# Non-commuting limits of the xc kernel and the xc shear modulus: solution key

**Conventions.** $\hbar=1$, Gaussian charge; numbers are in Hartree atomic units unless marked. The system is the paramagnetic uniform electron gas in $d=3$ or $2$ with density $n$, bare mass $m$, Fermi momentum $p_F$ and $E_F=p_F^2/2m$ (bare mass). Perturbations vary as $e^{i\mathbf q\cdot\mathbf r-i\omega t}$. Brackets $\langle\dots\rangle$ average over directions $\hat{\mathbf p}$.

**Premises.** (P1) The gas is a normal Fermi liquid, and for $q\ll p_F$, $\omega\ll E_F$ its response to the screened (external plus Hartree) field obeys the Landau-Silin kinetic equation. (P2) The Hamiltonian is Galilean invariant. (P3) At $T=0$ the quasiparticle collision rate at frequency $\omega$ scales as $\omega^2/E_F$, up to logarithms.

## (a) Definition of the kernels

Let $\mathbf p\to\mathbf p+\mathbf A$, so that the force on an electron at rest is $\partial_t\mathbf A=-i\omega\mathbf A$. The particle current, diamagnetic term included, is $j_{L,T}=\chi_{L,T}A_{L,T}$, where $L$ and $T$ denote components along and across $\mathbf q$, and $\chi$ is the proper response, that to the screened field. A scalar potential energy $V$ exerts the force $-i\mathbf qV$ and is equivalent to $A_L=qV/\omega$. Continuity, $\delta n=qj_L/\omega$, gives $\chi_{nn}=q^2\chi_L/\omega^2$. The scalar kernel is defined by $\chi_{nn}^{-1}=\chi_{nn,0}^{-1}-f_{xc}$, where 0 marks the Kohn-Sham system, here the free gas. Multiplying by $q^2/\omega^2$, and defining the transverse kernel in the same form,
$$\chi_{L,T}^{-1}=\chi_{L,T,0}^{-1}-\frac{q^2}{\omega^2}f_{L,T}(q,\omega),\qquad f_L=f_{xc}.\tag{1}$$

## (b) Kinetic equation

Write the spin-symmetric deviation as $\delta n_{\mathbf p}=\delta(\varepsilon_p-\varepsilon_F)\,\nu(\hat{\mathbf p})$, with $\mathbf p$ the kinetic momentum and $\varepsilon_F$ the quasiparticle energy at $p_F$. Then $\nu=v\,\delta p_F(\hat{\mathbf p})$ with $v=p_F/m^*$. The density of states for both spins is $N^*=m^*p_F/\pi^2$ (3D) or $m^*/\pi$ (2D). With $n=p_F^3/3\pi^2$ or $p_F^2/2\pi$,
$$N^*vp_F=d\,n.\tag{2}$$
The spin-symmetric interaction is expanded as $N^*f^s=\sum_lF_lP_l(\cos\theta)$ in 3D and $\sum_lF_l\cos l\theta$ in 2D. The energy shift is $\delta\varepsilon(\hat{\mathbf p})=\langle N^*f^s(\hat{\mathbf p}\cdot\hat{\mathbf p}')\,\nu(\hat{\mathbf p}')\rangle'$. Orthogonality of the angular harmonics gives $\nu+\delta\varepsilon=\hat\alpha\nu$, where $\hat\alpha$ multiplies the $l$-th harmonic by
$$\alpha_l=1+\frac{F_l}{2l+1}\ (3D);\qquad \alpha_0=1+F_0,\quad\alpha_{l\ge1}=1+\frac{F_l}{2}\ (2D).\tag{3}$$
Linearise $\partial_tn+\nabla_p\varepsilon\cdot\nabla_rn-\nabla_r\varepsilon\cdot\nabla_pn+\partial_t\mathbf A\cdot\nabla_pn=I$ with $\nabla_pn^0=-\mathbf v\,\delta(\varepsilon_p-\varepsilon_F)$. The magnetic force is perpendicular to $\mathbf v$ and drops out at linear order. For $I=0$, justified in (g),
$$\omega\nu-v(\mathbf q\cdot\hat{\mathbf p})\,\hat\alpha\nu=\omega v\,\mathbf A\cdot\hat{\mathbf p}.\tag{4}$$
The angular average of (4) is the continuity equation for $\delta n=N^*\langle\nu\rangle$, with current $N^*v\alpha_1\langle\hat{\mathbf p}\nu\rangle$. By (P2) the current is also the momentum density over $m$, $\mathbf j=N^*(p_F/m)\langle\hat{\mathbf p}\nu\rangle$. Equating the two,
$$m^*/m=\alpha_1.\tag{5}$$
Apart from the overall scale of $A$, (4) contains $q$ and $\omega$ only through $s=\omega/qv$. The point $q=\omega=0$ is reached along lines of fixed $s$, and the static ($s\to0$) and dynamic ($s\to\infty$) limits need not agree.

## (c) Static limit: $\omega\to0$ first

Put $\omega\mathbf A=\mathbf qV$ in (4) and let $\omega\to0$. Then $\hat\alpha\nu=-V$, so $\nu=-V/\alpha_0$ is isotropic and $\chi_{nn}=-N^*/\alpha_0$. The free gas has $-N_0$, with $N_0=N^*m/m^*$. An isotropic $\nu$ adds $\delta n=N^*\nu$ and raises the chemical potential by $\alpha_0\nu$, so $\alpha_0/N^*=d^2(n\epsilon)/dn^2$, with $\epsilon$ the ground-state energy per electron without Hartree term. Define the bulk modulus $K=n^2\alpha_0/N^*$, which by (2) is $np_F^2\alpha_0/(d\,m^*)$, and $K_0=np_F^2/(d\,m)$. Then
$$\lim_{q\to0}\lim_{\omega\to0}f_L=\frac{\alpha_0}{N^*}-\frac1{N_0}=\frac{K-K_0}{n^2}=\frac{d^2(n\epsilon_{xc})}{dn^2}\equiv f_0,\tag{6}$$
the adiabatic LDA kernel. In the transverse channel $\chi_T(q,0)$ is the orbital magnetic response, of order $q^2$ and nonzero, so (1) gives $f_T\propto\omega^2\to0$ at fixed $q$.

## (d) Dynamic limit: $q\to0$ first

Iterate (4) in powers of $qv/\omega$: $\nu^{(0)}=v\mathbf A\cdot\hat{\mathbf p}$ and $\nu^{(k+1)}=(v/\omega)(\mathbf q\cdot\hat{\mathbf p})\hat\alpha\nu^{(k)}$.

*Order 0.* Since $\langle\hat p_i\hat p_j\rangle=\delta_{ij}/d$, (2) gives $\mathbf j^{(0)}=n\mathbf A/m$. At $q=0$ this is exact at every frequency, because only the external force changes the total momentum. The leading terms of (1) therefore cancel exactly, and the kernels come from the $q^2$ terms.

*Order 1.* $\nu^{(0)}$ is pure $l=1$. Splitting the product into trace ($l=0$) and traceless ($l=2$) parts,
$$\nu^{(1)}=\frac{v^2\alpha_1}{\omega}\Big[\frac{\mathbf q\cdot\mathbf A}{d}+\mathcal T\Big],\qquad\mathcal T=q_iA_j\Big(\hat p_i\hat p_j-\frac{\delta_{ij}}d\Big).$$
It is even in $\hat{\mathbf p}$ and carries no current.

*Order 2.*
$$\nu^{(2)}=\frac{v^3\alpha_1}{\omega^2}(\mathbf q\cdot\hat{\mathbf p})\Big[\alpha_0\frac{\mathbf q\cdot\mathbf A}d+\alpha_2\mathcal T\Big].$$
With $\langle\hat p_i\hat p_j\hat p_k\hat p_l\rangle=(\delta_{ij}\delta_{kl}+\delta_{ik}\delta_{jl}+\delta_{il}\delta_{jk})/d(d+2)$,
$$\langle\hat{\mathbf p}(\mathbf q\cdot\hat{\mathbf p})\mathcal T\rangle=\frac{2\mathbf q(\mathbf q\cdot\mathbf A)+q^2\mathbf A}{d(d+2)}-\frac{\mathbf q(\mathbf q\cdot\mathbf A)}{d^2}.$$
This is $q^2A\cdot2(d-1)/d^2(d+2)$ for $L$ and $q^2A/d(d+2)$ for $T$. The $l=0$ term gives $\alpha_0q^2A/d^2$ for $L$ and zero for $T$. By (2) and (5) the prefactor is $N^*(p_F/m)v^3\alpha_1=(dn/m)\,p_F^2/mm^*$. Define
$$\mu=\frac{np_F^2}{(d+2)m^*}\alpha_2=\mu_0\frac{\alpha_2}{\alpha_1},\qquad\mu_0=\frac{2nE_F}{d+2}.\tag{7}$$
Then
$$\chi_T=\frac nm+\frac{q^2\mu}{m^2\omega^2},\qquad\chi_L=\frac nm+\frac{q^2}{m^2\omega^2}\Big[K+\Big(2-\frac2d\Big)\mu\Big].$$
Inverting to order $q^2$,
$$\chi_T^{-1}=\frac mn-\frac{q^2\mu}{\omega^2n^2},\qquad\chi_L^{-1}=\frac mn-\frac{q^2}{\omega^2n^2}\Big[K+\Big(2-\frac2d\Big)\mu\Big].\tag{8}$$
These are the responses of an isotropic elastic medium, $nm\ddot{\mathbf u}=n\partial_t\mathbf A+[K+(1-2/d)\mu]\nabla(\nabla\cdot\mathbf u)+\mu\nabla^2\mathbf u$ with $\mathbf j=n\dot{\mathbf u}$, which identifies $\mu$ as a shear modulus.

The Kohn-Sham gas obeys (8) with all $\alpha_l=1$. Subtract as in (1), use (6) and set $\mu_{xc}=\mu-\mu_0$:
$$\boxed{f_L(0)=f_0+\Big(2-\frac2d\Big)\frac{\mu_{xc}}{n^2},\qquad f_T(0)=\frac{\mu_{xc}}{n^2}}\tag{9}$$
where $f(0)=\lim_{\omega\to0}\lim_{q\to0}f(q,\omega)$. The longitudinal coefficient is $4/3$ in 3D and $1$ in 2D. From (7), $\mu_{xc}=\mu_0(\alpha_2-\alpha_1)/\alpha_1$. In 3D $\alpha_2-\alpha_1=(3F_2-5F_1)/15$ and $\alpha_1=(3+F_1)/3$; in 2D $\alpha_2-\alpha_1=(F_2-F_1)/2$ and $\alpha_1=(2+F_1)/2$. Hence
$$\boxed{\mu_{xc}^{3D}=\frac{2nE_F}{25}\,\frac{3F_2-5F_1}{3+F_1},\qquad\mu_{xc}^{2D}=\frac{nE_F}2\,\frac{F_2-F_1}{2+F_1}}\tag{10}$$
the form given by Conti and Vignale (1999). The limits commute only if $\alpha_2=\alpha_1$.

*Energy argument.* For $\omega\gg qv$ a quasiparticle travels a negligible part of a wavelength in one period and is carried by the local displacement, $\delta p_i=-p_j\partial_iu_j$. A shear $u_{xy}=u_{yx}=\gamma/2$ gives $\nu=-vp_F\gamma\hat p_x\hat p_y$, pure $l=2$. At fixed density the Landau energy density is $\frac12N^*\alpha_2\langle\nu^2\rangle=\frac12N^*v^2p_F^2\alpha_2\gamma^2/d(d+2)=\frac12\mu\gamma^2$, which reproduces (7). A fast uniaxial compression stretches the Fermi surface along $\mathbf q$ and costs shear energy, whereas a static one leaves it isotropic. The free gas pays $\mu_0$ in the same way, and only the difference enters the kernel.

## (e) Exact crossover with $F_0$ and $F_1$ only (3D)

Let $x=\cos\theta$, $\nu_0=\langle\nu\rangle$, $J=\langle x\nu\rangle$. Equation (4) gives $\nu=x(V+F_0\nu_0+F_1xJ)/(s-x)$, and its average gives $J=s\nu_0/\alpha_1$. Let $g(s)=\langle x/(s-x)\rangle=-1+\frac s2\ln\frac{s+1}{s-1}$ with $s\to s+i0$. Since $x^2/(s-x)=-x+sx/(s-x)$, $\langle x^2/(s-x)\rangle=sg$, and $N^*\chi_{nn}^{-1}=1/g(s)-F_0-F_1s^2/\alpha_1$. With $s_0=\omega m/qp_F$ and $s=\alpha_1s_0$,
$$N_0f_L=\frac1{g(s_0)}-\frac1{\alpha_1g(\alpha_1s_0)}+\frac{F_0}{\alpha_1}+F_1s_0^2.$$
For $s_0\to0$, $g\to-1$ and $N_0f_L\to\alpha_0/\alpha_1-1$, which is (6). For $s\to\infty$, $1/g=3s^2-9/5+O(s^{-2})$. The $s_0^2$ terms cancel because $3(1-\alpha_1)=-F_1$, and the remainder exceeds the static value by $\frac45(1/\alpha_1-1)$. Since $N_0E_F/n=3/2$, this equals $\frac43N_0\mu_{xc}/n^2$ from (7) at $\alpha_2=1$. For $F_1=0$ the kernel is $F_0/N_0$ at every $s$.

## (f) First order in the interaction

By (5), $\mu_{xc}=\frac{np_F^2}{d+2}(\alpha_2-\alpha_1)/m^*$, and $F_l/m^*$ involves only $f^s$. For a static pair interaction $w(k)$ in Hartree-Fock, exchange acts between equal spins, so $f^s=-w(|\mathbf p-\mathbf p'|)/2$ with $|\mathbf p-\mathbf p'|^2=2p_F^2(1-x)$. For $w=4\pi e^2/(k^2+k_s^2)$ in 3D,
$$\frac{F_l}{2l+1}=-\frac{m^*}m\lambda Q_l(z),\quad Q_l(z)=\frac12\int_{-1}^1\!\frac{P_l(x)\,dx}{z-x},\quad\lambda=\frac{me^2}{\pi p_F},\quad z=1+\frac{k_s^2}{2p_F^2}.$$
Equations (5) and (7) then give
$$\frac{m^*}m=\frac1{1+\lambda Q_1},\qquad\frac{\mu_{xc}}{\mu_0}=\lambda(Q_1-Q_2).\tag{11}$$
For the bare Coulomb force, $z\to1$, each $Q_l$ diverges logarithmically. However $(P_1-P_2)/(1-x)=(3x+1)/2$, so $Q_1-Q_2\to\frac12$ and $\mu_x=ne^2p_F/10\pi$.

A real-space calculation confirms this. Deform the Slater determinant by $\mathrm{diag}(e^a,e^{-a},1)$, a volume-preserving shear with $\gamma=2a$. A pair distance along the unit vector $(x_1,x_2,x_3)$ is squared-scaled by $1+2a(x_1^2-x_2^2)+2a^2(x_1^2+x_2^2)$, so $1/r$ is multiplied on average by $1+a^2[-\frac23+\frac32\cdot\frac4{15}]=1-\gamma^2/15$. Setting $-n\epsilon_x\gamma^2/15=\frac12\mu_x\gamma^2$ with $\epsilon_x=-3e^2p_F/4\pi$ returns $ne^2p_F/10\pi$. With $f_{0x}=d^2(n\epsilon_x)/dn^2=-\pi e^2/p_F^2$, (9) gives $f_T(0)=3\pi e^2/10p_F^2$ and $f_L(0)=\frac35f_{0x}$.

In 2D, $w=2\pi e^2/k$ gives $N^*f^s=-m^*e^2/[2p_F\sin(\theta/2)]$ for $0<\theta<2\pi$. With $\cos2\theta-\cos\theta=-2\sin\frac{3\theta}2\sin\frac\theta2$ and $\langle\sin\frac{3\theta}2\rangle=2/3\pi$, $(\alpha_2-\alpha_1)/m^*=2e^2/3\pi p_F$ and $\mu_x=ne^2p_F/6\pi$. The real-space factor is $1-\gamma^2/16$, and $\epsilon_x=-4e^2p_F/3\pi$ yields the same value.

## (g) Collisions and the role of $T=0$

Electron-electron collisions conserve number and momentum and relax only $l\ge2$. Model them by a rate $1/\tau_2$ on the $l=2$ part of $\nu$. In order 1 of (d) the factor $1/\omega$ on $\mathcal T$ becomes $1/(\omega+i/\tau_2)$, so in (8)
$$\mu\to\mu(\omega)=\mu\,\frac{\omega\tau_2}{\omega\tau_2+i}=\mu\Big[1-\frac1{1+\omega^2\tau_2^2}-\frac{i\omega\tau_2}{1+\omega^2\tau_2^2}\Big].\tag{12}$$
At $T=0$, (P3) reads $1/\tau_2=c\,\omega^2/E_F$, with $c$ a number that the Landau parameters alone do not fix. Then $\omega\tau_2\to\infty$ as $\omega\to0$, the correction $-ic\mu\,\omega/E_F$ vanishes, and (9) is the limit. At $T>0$ the rate stays finite as $\omega\to0$, and $\mu(\omega)\to-i\omega\eta$ with viscosity $\eta=\mu\tau_2$. The Kohn-Sham gas remains collisionless, so for $k_BT\ll E_F$ one finds $f_T\to-\mu_0/n^2$ and $f_L\to f_0-(2-2/d)\mu_0/n^2$. The limits $T\to0$ and $\omega\to0$ do not commute either.

## (h) Range of validity

1. $qv\ll\omega\ll E_F$. Corrections are of relative order $(qv/\omega)^2$ and $\omega/E_F$.
2. The collisional term in (12) scales with the full $\mu$. It is small against $\mu_{xc}$ only if $\omega\tau_2\gg\mu/|\mu_{xc}|$, a stronger condition than $\omega\tau_2\gg1$.
3. Galilean invariance enters through (5). Band structure, phonons and impurities break it.
4. The $F_l$ are the spin-symmetric proper parameters in the normalisation (3). If $1/(2l+1)$ or $1/2$ is absorbed into $F_l$, use $\mu_{xc}=\mu_0(\alpha_2-\alpha_1)/\alpha_1$.
5. A paramagnetic normal liquid is assumed, with all $\alpha_l>0$, so that $\mu>0$ while $\mu_{xc}$ may have either sign.

## (i) Illustration: jellium model of aluminium at $r_s=2$

Aluminium, a wiring metal with three nearly free electrons per atom, is modelled as jellium with $r_s=2$. Then $n=3/(4\pi r_s^3)=0.02984\,a_0^{-3}$, $p_F=(9\pi/4)^{1/3}/r_s=0.9596\,a_0^{-1}$, $E_F=0.4604$ Ha $=12.53$ eV and $\lambda=0.3317$. With 1 Ha$/a_0^3=29421$ GPa, $\mu_0=\frac25nE_F=161.7$ GPa.

*Model Landau parameters.* Take (11) with Thomas-Fermi screening, $k_s^2=4p_F/\pi a_0$, so $z=1+2\lambda=1.6634$. From $Q_0=\frac12\ln\frac{z+1}{z-1}$, $Q_1=zQ_0-1$ and $Q_2=(3zQ_1-Q_0)/2$ one has $Q_0=0.6950$, $Q_1=0.1560$, $Q_2=0.0419$. Hence $m^*/m=0.951$, $F_1=-0.148$, $F_2=-0.066$. In (10), $(3F_2-5F_1)/(3+F_1)=0.189$, so
$$\mu_{xc}/\mu_0=0.0379,\qquad\mu_{xc}=6.1\ \text{GPa},\qquad\mu=168\ \text{GPa}.$$

*Static kernel.* A fixed $k_s$ ignores the density dependence of screening, which bears on $l=0$, so $f_0$ is taken from the energy in (6). Exchange gives $-\pi/p_F^2=-3.412$. For correlation the input is the approximate Perdew-Zunger (1981) fit $\epsilon_c=-0.1423/(1+1.0529\sqrt{r_s}+0.3334r_s)$ Ha. Since $n\,d/dn=-(r_s/3)\,d/dr_s$, $f_{0c}=(r_s/9n)(r_s\epsilon_c''-2\epsilon_c')=-0.237$. Thus $f_0=-3.649$ Ha $a_0^3$, and with the model mass (6) implies $F_0=(m^*/m)(1+N_0f_0)-1=-0.39$.

| order of limits | $f_L$ (Ha $a_0^3$) | $f_T$ (Ha $a_0^3$) |
|---|---|---|
| $\omega\to0$, then $q\to0$ | $-3.65$ | $0$ |
| $T=0$: $q\to0$, then $\omega\to0$ | $-3.34$ | $0.23$ |
| small $T>0$: $q\to0$, then $\omega\to0$ | $-11.9$ | $-6.17$ |

The shear term $\frac43\mu_{xc}/n^2=0.31$ reduces $|f_L|$ by 8.5 per cent in this model.

*Uncertainty of the model.* Static Lindhard screening at momentum transfer $2p_F$ is half its $q=0$ value. Halving $k_s^2$ throughout ($z=1+\lambda$) gives $\mu_{xc}=10$ GPa and a shift of 14 per cent, and the unscreened ratio is $\mu_{xc}/\mu_0=\lambda/2=0.166$. The model fixes the sign and the order of $\mu_{xc}$, to one figure at best. The approximate $r_s=2.07$ of aluminium would lower $\mu_0\propto r_s^{-5}$ by 16 per cent.

*Frequency window.* The plasma energy $\sqrt{3/r_s^3}$ Ha $=16.7$ eV exceeds $E_F$, so (9) does not apply to the plasmon dispersion. Condition 2 requires $\omega\tau_2\gg\mu/\mu_{xc}=27$. At $\hbar\omega=0.5$ eV, $\omega/E_F=0.040$ and the electron-electron term is $-6.7\,ic$ GPa. In the metal the window is bounded above by interband absorption, typically near 1.5 eV. It is bounded below by phonons, whose scale is 36.9 meV for the measured Debye temperature of 428 K (compiled value, Wikipedia). If a typical room-temperature scattering time of 8 fs is used for $\tau_2$ in (12), then $\omega\tau_2=6.1$ at 0.5 eV, the real part of $\mu$ drops by 4.4 GPa and the imaginary part is $-27$ GPa. These rival or exceed $\mu_{xc}$, which is therefore masked in aluminium at room temperature.

*Relation to the real metal.* The measured room-temperature constants $C_{11}=106.75$, $C_{12}=60.41$, $C_{44}=28.34$ GPa (compiled by Blaschke) give the Voigt shear modulus $(C_{11}-C_{12}+3C_{44})/5=26.3$ GPa. The model's $\mu$ is 6.4 times larger, and it is a different quantity. A slowly sheared lattice has $\omega\tau_2\ll1$, where (12) removes the rigidity of the Fermi surface, and the remaining stiffness comes from the ions and their band-structure energy, which jellium lacks. As typical knowledge, the low-temperature specific-heat mass of aluminium is about $1.4\,m$, mainly through phonon dressing, and the model's $m^*$ lies about a third below it. That mass must not be inserted in (5). The values $\mu_{xc}\approx6$ GPa, $f_T(0)\approx0.2$ and $f_L(0)\approx-3.3$ Ha $a_0^3$ are those of the screened-exchange jellium model at $r_s=2$.